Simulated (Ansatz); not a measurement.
**How methods differ on AlH5S (Al(H2S)H3)**

AlH5S: 7 atoms, total charge 0, spin state singlet. SMILES: `[H][Al]([H])([H])<-[SH2]`. Geometry: a GFN2-xTB relaxation, a rough one for these elements and not checked as a minimum.

```xyz
7

Al    0.1298   -0.2220   -1.0116
S     0.1518   -0.2519    1.4589
H     0.5126    1.0301    1.4853
H    -1.1455    0.0493    1.4764
H     1.6822   -0.1872   -1.1886
H    -0.6661    1.1393   -1.0463
H    -0.6648   -1.5576   -1.1741
```

Quantity: the energy change with the Al1–H5 bond stretched from 1.563 to 3.126 Å, in eV. The values are calculated.

```tsv
level	kind	program	value (eV)	less FCI/STO-3G
HF/STO-3G (restricted)	Hartree–Fock	Ansatz	7.96	+2.71
SVWN5/STO-3G (restricted)	LDA	Ansatz	5.87	+0.62
BLYP/STO-3G (restricted)	GGA	Ansatz	5.54	+0.29
PBE/STO-3G (restricted)	GGA	Ansatz	5.66	+0.41
BHLYP/STO-3G (restricted)	global hybrid	Ansatz	6.90	+1.65
HSE06/STO-3G (restricted)	range-separated hybrid	Ansatz	6.32	+1.07
B2PLYP/STO-3G (restricted)	double hybrid	Ansatz	6.21	+0.96
MP2/STO-3G (restricted)	perturbation theory	Ansatz	6.55	+1.30
CCSDTQ/STO-3G (restricted)	coupled cluster or CI	Ansatz	5.25	0.00
FCI/STO-3G	exact in the basis	Ansatz	5.25	0.00
```

FCI/STO-3G is exact within its basis and frozen core, so for wave-function methods in that basis the difference is their error; functionals converge differently with the basis, so for them it is only a difference. Spin-restricted single references rise too steeply as a bond breaks, Hartree–Fock most of all. Perturbation and coupled-cluster corrections on them can overshoot downwards. The first shape isn't each level's own minimum. The values span 5.25 to 7.96 eV. All rows use very small basis sets, so even the best lies far from the true value.

Stretching the Al–H bond brings its σ and σ* orbitals close in energy, so a single closed-shell determinant no longer suffices. Restricted Hartree–Fock keeps too much ionic character where the electrons should separate onto Al and H, and ends 2.71 eV too high. MP2 removes only about half of that error, whereas CCSDTQ reproduces FCI to the printed precision, as expected when essentially one electron pair is being uncoupled.

Among the functionals, exact exchange raises the curve, from BLYP to BHLYP and from PBE to HSE06, probably because semilocal exchange mimics part of the left–right correlation. B2PLYP breaks a simple ordering by exchange fraction, since its perturbative term lowers the energy again.

Even the FCI value of 5.25 eV is well above a typical Al–H bond strength. A likely cause is the hydrogen function, contracted to suit molecules and too compact for a nearly free atom. The scan doesn't show whether the Al–S dative bond would survive loss of the hydrogen.
